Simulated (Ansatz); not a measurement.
Swapping NH2 for F on B: the HOMO–LUMO gap

On one B centre, n of the NH2 ligands are replaced by F. The HOMO–LUMO gap y in eV at wB97X-V/def2-TZVPP. Shapes, held fixed at every level: PBE0-D4/def2-TZVP. Programs: Ansatz 0.2.0.

| molecule | n | y (eV) |
| --- | --- | --- |
| B(NH2)3 | 0 | 11.74 |
| B(NH2)2F | 1 | 12.21 |
| B(NH2)F2 | 2 | ? |
| BF3 | 3 | 16.99 |

**Question.** Fit y = c + s·n to the known rows and predict B(NH2)F2.

**Answer.** 
1. Means of the 3 rows: n = 1.33333, y = 13.647.
2. Σ(Δn)² = 4.6667, Σ(Δn·Δy) = 8.5933, so the slope is 8.5933/4.6667 = 1.8414.
3. Intercept: 13.647 − (1.8414) × 1.33333 = 11.192. The largest residual of the fit is 0.82.
4. B(NH2)F2: 11.192 + (1.8414) × 2 = 14.87 eV.

The run gave 13.60 eV, so the prediction is off by +1.27 eV, more than the scatter of the fit. The step per swap changes from +0.47 to +3.39 eV along the series, so a line misses the bend. Other levels give for B(NH2)F2: r2SCAN-D4/def2-TZVPP 8.13; PBE0-D4/def2-TZVPP 9.30 eV. Orbital gaps aren't excitation energies, and the LUMO depends on the basis.

The gap widens with every swap, but most of the widening comes when the last NH2 leaves, from 13.60 eV in B(NH2)F2 to 16.99 eV in BF3. This suggests a change in the character of the HOMO rather than a constant substituent effect. While any amino group remains, the HOMO is probably a nitrogen π lone pair. With two or three such groups, an out-of-phase combination can largely avoid the empty boron 2p orbital and stay high. A single nitrogen lone pair has no such partner, so it mixes with boron and is stabilised. In BF3 only the much deeper fluorine lone pairs are left, as expected from fluorine's higher electronegativity. Weaker π donation from fluorine should by itself lower a boron-centred π* level and narrow the gap, so the lowering of the HOMO evidently outweighs it. The straight line fails because it spreads the final jump over all the swaps. The gaps alone can't apportion the change between the two frontier levels; that would take the separate orbital energies.
